When a WSe2 crystal is expanded uniformly, its band gap opens while its smallest direct gap closes. Over a volume increase of about 13 %, the first rises by 0.105 eV and the second falls by 0.247 eV. The two gaps involve different electronic states: the direct gap mainly follows the bonds within a layer, while the band gap also depends on how strongly neighbouring layers touch. The table shows that the states differ; their links to the bonds and to the layer spacing rest on the known band structure of this material.

Kohn–Sham DFT with Ansatz 0.2.0 (all-electron LAPW, PBEsol, scalar-relativistic, no spin polarization) for WSe2, space group P6_3/mmc, with the 6-atom cell scaled uniformly and the atoms not relaxed. All runs use an 11×11×3 k mesh, Fermi–Dirac smearing of 0.08 eV and a basis error target of 0.5 meV/atom.

```
volume (Å³/atom)     c/a  shortest distance (Å)  band gap (eV)  smallest direct gap on path (eV)
          19.047  3.9423                  2.480          0.854                             1.649
          19.453  3.9423                  2.497          0.877                             1.604
          19.858  3.9423                  2.514          0.898                             1.560
          20.061  3.9422                  2.523          0.907                             1.539
          20.263  3.9422                  2.531          0.916                             1.518
          20.466  3.9423                  2.540          0.925                             1.498
          20.669  3.9422                  2.548          0.933                             1.478
          21.074  3.9422                  2.565          0.947                             1.439
          21.479  3.9423                  2.581          0.959                             1.402
```

**What happens**

The band gap is the energy from the highest filled state to the lowest empty one, wherever in momentum space they lie. The direct gap compares filled and empty states at the same momentum, as in the absorption of light without help from lattice vibrations. In every row the direct gap is the larger, so every cell is an indirect semiconductor. Both gaps change smoothly, with no irregular row, although the band gap levels off towards large volume.

The ratio c/a stays fixed, so the crystal grows by the same 4 % in all directions. The shortest distance, which is the W–Se bond, lengthens by 0.10 Å. The contact between Se atoms facing each other across two layers lengthens by 0.15 Å, if the usual 2H stacking is assumed. Bonds and layer spacing therefore always change together in this series.

**Why one scale for all energies fails**

A stretched hydrogen molecule is the simplest guide. Its bonding and antibonding levels are split because the two atomic orbitals overlap, and the splitting shrinks as the atoms move apart. If the bands of WSe2 came from one such overlap alone, between orbitals of equal energy, all band energies would shrink by a common factor, and both gaps would close together.

This picture can be tested with one estimate. From the first row to the last, the direct gap shrinks by the factor $1.402/1.649 = 0.85$. The same factor applied to the band gap of the first row, 0.854 eV, gives 0.73 eV for the last. The calculation gives 0.959 eV, so the estimate misses by 0.23 eV and has the wrong direction. The analogy fails because WSe2 has several overlaps, which needn't weaken at the same rate, and because its W and Se orbitals differ in energy even before they overlap.

**The two offsets that decide the band gap**

The band gap can be built from the direct gap in two steps. Start at the momentum where the direct gap lies. The true valence edge is higher than the filled state there by an offset $\Delta_v$, and the true conduction edge is lower than the empty state by an offset $\Delta_c$. Hence

$$E_\text{band gap} = E_\text{direct} - (\Delta_v + \Delta_c).$$

The sum of the offsets is simply the separation of the two gaps. It shrinks from 0.795 to 0.443 eV across the series, a loss of 0.352 eV. That is more than the direct gap loses, so the band gap must rise. The question is then why the offsets shrink so fast.

**What the states are made of**

The smallest direct gap of WSe2 normally lies at K, a corner of the hexagonal Brillouin zone. Both states there are mainly W 5d orbitals, held apart by mixing with Se p orbitals and by the overlap between neighbouring W atoms. Both couplings are expected to weaken as the layer is stretched, so the levels approach each other and the direct gap falls. These states reach little into the space between layers, and the layer spacing should matter less to them.

The states that compete for the band edges are different. At the zone centre, Γ, the top filled state contains W $d_{z^2}$ and Se $p_z$ orbitals, which point towards the next layer. When such filled states on two layers overlap, they split into a bonding and an antibonding combination, and the antibonding one becomes the top of the valence band. Moving the layers apart reduces the splitting and lets this top sink.

The lowest empty states normally lie in a valley between Γ and K, and they too have Se character that reaches across the layers. Here the overlap pushes the lower combination down, and it becomes the conduction edge. Wider spacing lets it rise again. By this effect one edge sinks and the other rises, so both offsets shrink and the band gap can open while the direct gap closes.

The table supports this account only in part. It shows that the sum of the offsets shrinks, but it gives neither the share of each offset nor the momenta and orbitals of the band edges. Stretching the bonds also shifts the valleys relative to each other. In a single layer, which has no neighbour to touch, in-plane tension is known to lift the empty valley between Γ and K relative to the one at K, which shrinks $\Delta_c$. It also lifts the filled state at Γ relative to K, which works the other way on $\Delta_v$. A layer under such tension becomes thinner, however, while here it thickens along with the rest of the crystal, so these shifts are only a rough guide. Bonds and layer contact probably both act here, and a series in which they scale together can't divide the effect between them.

**Why the band gap levels off**

The rise of the band gap is what remains after two larger changes partly cancel. Such a remainder is sensitive: when the shrinking of the offsets slows by about 17 % between the small-volume and the large-volume end, the slope of the band gap drops by about 36 %. The slope of the direct gap weakens by only about 7 %. These slopes are taken per relative change of volume, and the output below lists them.

Overlap between layers is expected to behave in this way. Orbitals fade roughly exponentially outside the atoms, so each further step apart removes less coupling than the one before. The flattening fits that expectation but doesn't prove it, because the bonds stretch at the same time.

**How large, and what to do about it**

Near the middle of the series, 1 % more volume raises the band gap by about 9 meV and lowers the direct gap by about 20 meV. These are the most useful slopes, because the mean pressure passes through zero at about 20.1 Å³ per atom. Towards either end the Se atoms, which were not allowed to move within the cell, feel forces of up to about 1 eV/Å. If they relaxed, bonds and layer spacing would change by different amounts, and the gaps with them.

The opposite signs carry a practical warning. A strong optical absorption feature follows the direct gap, whereas the number of thermally excited carriers depends on the band gap. In the cells of this table, a shift of that feature to lower energy goes with a larger band gap, so the one shift can't be read as the other.

The slopes themselves shouldn't be carried over to a strained film or to a crystal under pressure. A substrate stretches a film mainly in the plane, while pressure squeezes the soft spacing between layers far more than the stiff bonds. A useful companion series would widen only the spacing and keep each layer unchanged. By the argument above, its band gap should rise while its direct gap moves much less, and this would test the share of the layers directly.

**What could change the picture**

The most serious omission is spin–orbit coupling, which is strong in tungsten. It is known to split the top filled state at K by very roughly 0.4 to 0.5 eV, which raises its upper half by about 0.2 eV and lowers the direct gap by a similar amount. The valence edge may then move from Γ to K. In that case $\Delta_v$ vanishes, only the conduction offset still works against the closing direct gap, and the rise of the band gap could weaken or even reverse.

A smaller doubt concerns the momenta at which the gaps were read. The direct gap comes from a path through the Brillouin zone, whereas the band gap may come from the regular k mesh, which doesn't contain K. If a band edge lies there, or in a valley between other mesh points, the band gap is somewhat too large and the split into offsets is only approximate.

The functional, PBEsol, also tends to give gaps that are too small, so the absolute values shouldn't be taken as predictions of measured gaps. It also lacks the long-range dispersion attraction between layers. With the atoms held fixed this should matter little for the gaps, but it affects the volume of zero pressure and would affect a relaxed layer spacing. For a real strained sample, the calculation should be repeated with spin–orbit coupling, a dispersion correction, relaxed Se positions and the strain that the sample really has. The momenta of both band edges should be recorded for each cell, since they show whether the edges are states that the layer contact can shift strongly.

The analysis program printed:

```
Gap separation and state of each cell:
     row  direct minus indirect gap (eV)  Se-Se across layers (A)  pressure (GPa)  force on Se (eV/A)
  19.047                           0.795                    3.593           8.615              0.9773
  19.453                           0.727                    3.619           4.977              0.5803
  19.858                           0.662                    3.645           1.717              0.2136
  20.061                           0.632                    3.656          0.2167             0.04074
  20.263                           0.602                    3.669          -1.204              0.1255
  20.466                           0.573                     3.68          -2.549              0.2853
  20.669                           0.545                    3.693          -3.822               0.439
  21.074                           0.492                    3.716          -6.166              0.7289
  21.479                           0.443                    3.741          -8.266              0.9971
Volume growth from first to last row (percent): 12.77
Change of indirect gap from first to last row (eV): 0.105
Change of direct gap from first to last row (eV): -0.247
Change of their separation from first to last row (eV): -0.352
Change of W-Se bond from first to last row (A): 0.101
Change of Se-Se contact across layers from first to last row (A): 0.1477
Volume of zero mean pressure by interpolation (A^3/atom): 20.09
Indirect gap slope in the middle, rows 19.858 to 20.669 (eV): 0.8744
Direct gap slope in the middle, rows 19.858 to 20.669 (eV): -2.049
Indirect gap slope at small volume, rows 19.047 to 19.858 (eV): 1.055
Indirect gap slope at large volume, rows 20.669 to 21.479 (eV): 0.6764
Direct gap slope at small volume, rows 19.047 to 19.858 (eV): -2.134
Direct gap slope at large volume, rows 20.669 to 21.479 (eV): -1.977
Separation slope at small volume, rows 19.047 to 19.858 (eV): -3.19
Separation slope at large volume, rows 20.669 to 21.479 (eV): -2.653
Indirect gap of the last row if all bands shrank by one factor (eV): 0.7261
Computed indirect gap of the last row less that estimate (eV): 0.2329
```
